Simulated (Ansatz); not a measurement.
## Pt: pressure and energy above lowest point against volume scale

All results are calculated (Ansatz 0.2.0). Free energy against uniform scaling of the volume at fixed shape and fractions; periodic cell, basis, potentials, k mesh and filling as listed.

The cell before it is scaled or strained (space group Fm-3m, No. 225):
```
Pt
1.0
      0.0000     1.9674     1.9674
      1.9674     0.0000     1.9674
      1.9674     1.9674     0.0000
Pt
1
Direct
  0.00000 0.00000 0.00000
```

Settings of every row: functional PBE; dispersion none; potentials PAW; wave cutoff 500 eV; density cutoff 2000 eV; k mesh 13x13x13; k shift 0x0x0; occupations methfessel paxton; smearing width 0.05 eV; spin none; SCF threshold exponent -10.

Limits: coarse k mesh, up to 40 meV an atom off; no spin-orbit coupling, which can matter with elements this heavy.

```
row  volume scale  V (Å³/atom)  pressure (GPa)  energy above lowest point (meV/atom)
  1        0.9406       14.326           27.55                                 102.1
  2        0.9703       14.778            16.3                                  40.7
  3             1        15.23               ?                                     ?
  4        1.0297       15.683           -0.83                                     0
  5        1.0594       16.135           -7.25                                  11.7
```

Question: what pressure and energy above lowest point should row 3 give?

Worked fit of pressure. Take u = (V_r/V)^(2/3) − 1 with V_r = 15.23 Å³ an atom, which is twice the finite (Eulerian) strain; such expansions in the strain, on which the Birch-Murnaghan equation of state is built, carry the rest volume and the bulk modulus. The shown rows have u = 0.04164, 0.02029, -0.01935, -0.03775. Least squares give pressure = 6.941 + 432.15 × u + 1500.6 × u² GPa; a straight line predicts inner rows, each left out in turn, worse (root mean square 1.4 against 0.071 GPa). The rows lie off it by 0.01, -0.03, 0.03, -0.02. The pressure vanishes at u = -0.0171, or V = 15.63 Å³ an atom, and there the bulk modulus at fixed shape and fractions is B = −V dP/dV = (2/3)(1 + u) dP/du = 250 GPa. The withheld row has u = 0, so the fit gives 6.941 + 432.15 × (0) + 1500.6 × (0)² = 6.94 GPa.

The calculation gave 6.94 GPa. The fit meets it to the printed digit.

Worked fit of energy above lowest point. Take u = (V_r/V)^(2/3) − 1 with V_r = 15.23 Å³ an atom, which is twice the finite (Eulerian) strain; such expansions in the strain, on which the Birch-Murnaghan equation of state is built, carry the rest volume and the bulk modulus. The shown rows have u = 0.04164, 0.02029, -0.01935, -0.03775. Least squares give energy above lowest point = 8.23 + 1018.7 × u + 29573 × u² meV/atom; a straight line predicts inner rows, each left out in turn, worse (root mean square 27 against 0.99 meV/atom). The rows lie off it by 0.2, -0.4, 0.4, -0.2. Its lowest point lies at u = -0.0172, or V = 15.63 Å³ an atom, and the curvature there gives the bulk modulus at fixed shape and fractions, B = (4/9)(1 + u)² E″(u)/V = 260 GPa. The withheld row has u = 0, so the fit gives 8.23 + 1018.7 × (0) + 29573 × (0)² = 8.2 meV/atom.

The calculation gave 8.3 meV/atom. The fit lies 0.1 meV/atom (1.2 % of the value, 0.098 % of the column's range) below it, one unit of the last digit.
